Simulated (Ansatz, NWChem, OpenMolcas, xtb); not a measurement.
**A small benchmark: dipole moment**

10 molecules with halogens; the dipole moment in D, computed less measured. Shapes, held fixed at every level: PBE0-D4/def2-TZVP. No vibrational averaging. Dipoles are compared by magnitude; molecules under 1 D, whose direction can flip, are left out. Programs: Ansatz 0.2.0, NWChem 7.3.0, OpenMolcas 26.06, xtb 6.7.1. A level may come from different programs for different species; with the same settings they agree closely. Measured values: NIST CCCBDB.

Levels: A = GFN0-xTB; B = PBE-D4/def2-TZVPP; C = r2SCAN-D4/def2-TZVPP; D = B3LYP/6-31G* (spherical functions); E = PBE0/def2-SVP.

```tsv
molecule	measured	A	B	C	D	E
PF3 (phosphorus trifluoride)	1.03	+0.39	-0.19	-0.18	-0.06	+0.07
CH2F2 (difluoromethane)	1.97	+0.37	-0.25	-0.17	-0.28	-0.11
CH3Br (bromomethane)	1.81	+0.15	+0.02	+0.14	+0.20	+0.02
CH3F (fluoromethane)	1.85	+0.34	-0.18	-0.12	-0.16	-0.04
CHCl2F (dichlorofluoromethane)	1.29	+0.31	-0.13	-0.06	+0.05	+0.04
SCl2O2 (sulfuryl chloride)	1.81	-0.30	-0.18	-0.13	-0.33	-0.18
SiH3Cl (chlorosilane)	1.31	-0.64	-0.15	-0.09	+0.37	+0.06
C2F3N (cyanotrifluoromethane)	1.33	+1.29	+0.15	+0.16	+0.14	-0.05
C2H5Br (bromoethane)	2.03	+0.10	+0.04	+0.18	+0.21	+0.01
C2H5F (SMILES CCF)	1.96	+0.41	-0.21	-0.13	-0.26	-0.12
```

Problem. Which level does best on this set, which worst, and which err to one side?

Solution. 
```tsv
level	kind	mean error	mean absolute error	worst case
GFN0-xTB	semi-empirical	+0.242	0.430	C2F3N
PBE-D4/def2-TZVPP	GGA	-0.108	0.150	CH2F2
r2SCAN-D4/def2-TZVPP	meta-GGA	-0.040	0.136	PF3
B3LYP/6-31G* (spherical functions)	global hybrid	-0.012	0.206	SiH3Cl
PBE0/def2-SVP	global hybrid	-0.030	0.070	SCl2O2
```

On this set PBE0/def2-SVP has the smallest mean absolute error and GFN0-xTB the largest. GFN0-xTB is too high in 8 of 10; PBE-D4/def2-TZVPP is too low in 7 of 10; r2SCAN-D4/def2-TZVPP is too low in 7 of 10. The levels differ in basis as well as in method. The tabulated value of C2F3N is in doubt (older tables, estimates, or at odds with other calculations) and kept here. Over the 9 molecules whose values aren't doubted the mean absolute errors are A 0.334; B 0.150; C 0.133; D 0.213; E 0.072. Relativity is left out for Br. The set is small.

The near-zero mean error of B3LYP/6-31G* reflects cancellation rather than accuracy: it overshoots chlorosilane by 0.37 D and undershoots sulfuryl chloride by 0.33 D. The sign of the error follows the halogen more closely than the mean suggests. In the three fluoroalkanes without chlorine, every density-functional level gives too small a dipole, whereas both bromoalkanes come out too large at every level. Fluorine's high electronegativity and compact 2p shell make the C–F bond strongly polar, so even a small shortfall in the charge drawn to fluorine lowers the dipole visibly. GFN0-xTB errs the other way for these fluorides, probably because its charges come from a simple electronegativity model and not from a self-consistent density. It still ranks last without the doubtful cyanotrifluoromethane value, so that molecule alone does not decide its place. The lead of PBE0/def2-SVP does not show that its basis is adequate for dipoles, since without diffuse functions the outer density is poorly described and errors may offset each other.
